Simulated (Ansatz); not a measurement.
# A series in volume scale on Re

All results are calculated (Ansatz 0.2.0). Periodic Kohn-Sham DFT of a crystal at fixed atoms, scaled to volume_scale times the given cell; pressure positive in compression, energy less spherical unpolarised free atoms, largest_vzz the field gradient of largest size among the nuclei.

The cell before it is scaled or strained (space group P6_3/mmc, No. 194):
```
cell vectors (Å)
   2.6029     0.0000     0.0000
  -1.3015     2.2542     0.0000
   0.0000     0.0000     4.1620
atoms (fractions of the cell vectors)
Re  0.33333  0.66667  0.25000
Re  0.66667  0.33333  0.75000
```

Settings of every row: method all-electron LAPW; functional LDA; relativity scalar; k mesh 14x14x8; filling fermi-dirac; smearing width 0.05 eV; basis error target 0.25 meV/atom; nucleus gaussian.

Atom start moment: 0 on all atoms.

Limits: all rows lie far from zero pressure; cell far from its zero-pressure volume; no spin-orbit coupling on heavy atoms.

```csv
row,volume scale,V (Å³/atom),energy less free atoms (eV/atom),pressure (GPa)
1,0.94,11.478,-11.8506,143.648
2,0.9405,11.484,-11.8561,143.15
3,0.96,11.722,-12.0548,124.562
4,0.98,11.966,-12.2312,107.132
5,0.99,12.088,-12.3097,98.992
6,1,12.21,?,?
7,1.01,12.332,-12.4488,83.781
8,1.02,12.454,-12.5099,76.683
9,1.04,12.699,-12.6165,63.434
10,1.06,12.943,-12.7039,51.361
```

Question: what energy less free atoms and pressure should row 6 give?

Worked fit of energy less free atoms. Take u = (V_r/V)^(2/3) − 1 with V_r = 12.088 Å³ an atom, which is twice the finite (Eulerian) strain; such expansions in the strain, on which the Birch-Murnaghan equation of state is built, carry the rest volume and the bulk modulus. The shown rows have u = 0.03512, 0.03476, 0.02071, 0.00679, 0, -0.01323, -0.01969, -0.03234, -0.04454. Least squares give energy less free atoms = −12.30971 + 11.2088 × u + 53.014 × u² eV/atom; a straight line predicts inner rows, each left out in turn, worse (root mean square 0.034 against 0.00015 eV/atom). The rows lie off it by 0.0001, -0.0001, 0.0000, 0.0000, 0.0000, -0.0001, 0.0000, 0.0003, -0.0001. The withheld row has u = -0.00667, so the fit gives −12.30971 + 11.2088 × (-0.00667) + 53.014 × (-0.00667)² = -12.3821 eV/atom.

The calculation gave -12.3821 eV/atom. The fit meets it to the printed digit.

Worked fit of pressure. Take u = (V_r/V)^(2/3) − 1 with V_r = 12.088 Å³ an atom, which is twice the finite (Eulerian) strain; such expansions in the strain, on which the Birch-Murnaghan equation of state is built, carry the rest volume and the bulk modulus. The shown rows have u = 0.03512, 0.03476, 0.02071, 0.00679, 0, -0.01323, -0.01969, -0.03234, -0.04454. Least squares give pressure = 98.9868 + 1182.28 × u + 2541.92 × u² GPa; a straight line predicts inner rows, each left out in turn, worse (root mean square 1.6 against 0.014 GPa). The rows lie off it by 0.004, -0.004, 0.000, 0.000, 0.005, -0.009, -0.010, 0.024, -0.010 (root mean square 0.01 GPa). The withheld row has u = -0.00667, so the fit gives 98.9868 + 1182.28 × (-0.00667) + 2541.92 × (-0.00667)² = 91.214 GPa.

The calculation gave 91.213 GPa. The fit lies 0.001 GPa (0.0011 % of the column's range) above it, one unit of the last digit.
